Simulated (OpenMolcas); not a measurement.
How methods differ on PNH4 (SMILES N=[PH3])

PNH4 has 6 atoms, charge 0, and is taken as a singlet. As SMILES, `N=[PH3]`. The shape is that of a GFN2-xTB optimisation.

```xyz
6

N     0.6145   -0.7126    0.8681
P    -0.1568    0.2251   -0.0815
H     1.0353   -1.5193    0.4338
H    -1.2997   -0.1796   -0.7813
H     0.4653    0.9308   -1.1183
H    -0.6585    1.2556    0.6793
```

Quantity: the energy change with the P2–H5 bond stretched from 1.400 to 2.800 Å, in eV. The values are calculated.

```json
{"level": "HF/STO-3G (restricted)", "kind": "Hartree–Fock", "program": "OpenMolcas", "value (eV)": "6.32", "less FCI/STO-3G": "+4.25"}
{"level": "SVWN5/STO-3G (restricted)", "kind": "LDA", "program": "OpenMolcas", "value (eV)": "3.65", "less FCI/STO-3G": "+1.58"}
{"level": "r2SCAN/STO-3G (restricted)", "kind": "meta-GGA", "program": "OpenMolcas", "value (eV)": "3.74", "less FCI/STO-3G": "+1.67"}
{"level": "M06-2X/STO-3G (restricted)", "kind": "hybrid meta-GGA", "program": "OpenMolcas", "value (eV)": "4.74", "less FCI/STO-3G": "+2.67"}
{"level": "PBE0/STO-3G (restricted)", "kind": "global hybrid", "program": "OpenMolcas", "value (eV)": "4.20", "less FCI/STO-3G": "+2.13"}
{"level": "B2PLYP/STO-3G (restricted)", "kind": "double hybrid", "program": "OpenMolcas", "value (eV)": "3.54", "less FCI/STO-3G": "+1.47"}
{"level": "MP2/STO-3G (restricted)", "kind": "perturbation theory", "program": "OpenMolcas", "value (eV)": "3.23", "less FCI/STO-3G": "+1.16"}
{"level": "SC-NEVPT2(2,2)/STO-3G", "kind": "multireference", "program": "OpenMolcas", "value (eV)": "2.12", "less FCI/STO-3G": "+0.05"}
{"level": "CISD/STO-3G (restricted)", "kind": "coupled cluster or CI", "program": "OpenMolcas", "value (eV)": "3.08", "less FCI/STO-3G": "+1.01"}
{"level": "FCI/STO-3G", "kind": "exact in the basis", "program": "OpenMolcas", "value (eV)": "2.07", "less FCI/STO-3G": "0.00"}
```

FCI/STO-3G is exact within its basis and frozen core, so for wave-function methods in that basis the difference is their error; functionals converge differently with the basis, so for them it is only a difference. Spin-restricted single references rise too steeply as a bond breaks, Hartree–Fock most of all. Perturbation and coupled-cluster corrections on them can overshoot downwards. The first shape isn't each level's own minimum. The values span 2.07 to 6.32 eV. All rows use very small basis sets, so even the best lies far from the true value.

Stretching this P–H bond brings σ and σ* close in energy, so the singlet needs both the σ² and σ*² configurations to place one electron on each fragment. A single closed-shell determinant instead retains too much ionic character, which accounts for the Hartree–Fock excess of +4.25 eV. SC-NEVPT2(2,2) treats the pair explicitly and comes within +0.05 eV of FCI, so the problem is mainly static correlation in one bond. CISD includes the σ*² configuration but not the higher excitations needed to correlate the other electrons equally well around it, and remains +1.01 eV too high.

Among the functionals, the cost rises with the share of exact exchange, from SVWN5 and r2SCAN through PBE0 to M06-2X, probably because semilocal exchange mimics some static correlation. B2PLYP breaks this order, as its perturbative correlation term lowers the stretched end. Two points on the curve don't establish a dissociation limit or show whether the NEVPT2 agreement holds at intermediate distances.
